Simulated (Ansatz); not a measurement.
## Abstraction of F: SnH3F + GaH(CH3) → SnH3 + GaH(CH3)F

Species: SnH3F `[F][SnH3]`, singlet; GaH(CH3), doublet; SnH3 `[SnH3]`, doublet; GaH(CH3)F, singlet. A radical takes F: the energy is the difference in strength between the Sn–F bond broken and the Ga–F bond made.

Shapes, held fixed at every level: PBE0-D4/def2-TZVP. Programs: Ansatz 0.2.0. Electronic energies: no zero-point or thermal term.

```csv
level,kind,ΔE (kJ/mol)
MP2/def2-SVP,perturbation theory,-96.2
MP2/def2-TZVPP,perturbation theory,-86.4
PBE-D4/def2-TZVPP,GGA,-72.8
r2SCAN-D4/def2-TZVPP,meta-GGA,-77.8
B3LYP-D4/def2-TZVPP,global hybrid,-73.9
BHLYP-D4/def2-TZVPP,global hybrid,-76.5
PBE0-D4/def2-TZVPP,global hybrid,-75.8
```

PBE0-D4/def2-TZVPP gives ΔE = -75.8 kJ/mol; the levels span -96.2 to -72.8. The median of the levels is -76.5. No measured value is set beside it here. Open shells run unrestricted. For atoms past krypton def2 sets carry core potentials with scalar relativity. Relativity is left out for Ga. Outer-core shells of Ga, Sn are correlated in most correlated rows, in sets that cover them unevenly.

Every level makes fluorine transfer from tin to gallium exothermic, so the Ga–F bond formed is stronger than the Sn–F bond broken. Both bonds are strongly polar, with fluorine drawing charge from the metal. The gallium preference probably reflects the smaller, more electropositive Ga centre, which gives a shorter bond with a larger ionic contribution. Trivalent gallium also has a formally empty p orbital that can accept fluorine lone-pair density, whereas tetravalent tin can offer only less effective σ* acceptor orbitals.

The direction of transfer is secure, but its magnitude is less so. The density functionals lie close together, from -72.8 to -77.8 kJ/mol, with little sensitivity to the share of exact exchange. MP2 is more exothermic even in the larger basis, at -86.4 kJ/mol, possibly because second-order theory treats the correlation change between the two polar bonds unevenly. The reaction energy alone doesn't establish how fast the abstraction would be, since no barrier was computed.
